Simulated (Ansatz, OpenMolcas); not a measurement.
**C2H5NSi (SMILES C[SiH2]C#N): methods side by side**

C2H5NSi: 9 atoms, total charge 0, spin state singlet. As SMILES, `C[SiH2]C#N`. Geometry: relaxed at PBE0-D4/def2-TZVP.

Quantity: the HOMO–LUMO gap, in eV. The values are calculated.

| level | kind | program | value (eV) | CPU time |
| --- | --- | --- | --- | --- |
| HF/cc-pVDZ | Hartree–Fock | OpenMolcas | 15.85 | 19 s |
| SVWN5/cc-pVDZ | LDA | Ansatz | 6.84 | 1.4 s |
| r2SCAN/cc-pVDZ | meta-GGA | OpenMolcas | 7.45 | 72 s |
| BHLYP/cc-pVDZ | global hybrid | Ansatz | 11.46 | 2.9 s |
| M06-2X/cc-pVDZ | hybrid meta-GGA | OpenMolcas | 11.41 | 43 s |
| wB97M-V/cc-pVDZ | range-separated hybrid | Ansatz | 13.53 | 19 s |
| wB97X/cc-pVDZ | range-separated hybrid | Ansatz | 13.85 | 8.2 s |
| B2PLYP/cc-pVDZ | double hybrid | Ansatz | 11.71 | 3.7 s |

The values span 6.84 to 15.85 eV. Orbital gaps aren't excitation energies, and those of double hybrids come from the SCF part alone; they tend to grow with the share of exact exchange. CPU times are rough (shared hosts, several kinds of processor and program).

The gap of this silyl cyanide depends mainly on how each functional treats exchange. It is smallest with the semilocal functionals, intermediate with BHLYP, M06-2X and B2PLYP, and larger again with the two range-separated hybrids, with Hartree–Fock highest at 15.85 eV. In Hartree–Fock an empty orbital feels the field of all the electrons, whereas an occupied one is freed from its own repulsion, so the two levels move apart. A semilocal potential makes no such distinction and lacks the derivative discontinuity. Full exact exchange at long range restores much of the separation, which is why wB97X and wB97M-V come closer to Hartree–Fock than the global hybrids do. The order isn't set by the exchange fraction alone: M06-2X has slightly more than BHLYP, yet its gap is marginally smaller, probably because of its different semilocal part. As cc-pVDZ has no diffuse functions, an unbound lowest empty level would be artificially confined, so the larger gaps in particular can't be taken as converged estimates of ionisation energy minus electron affinity.
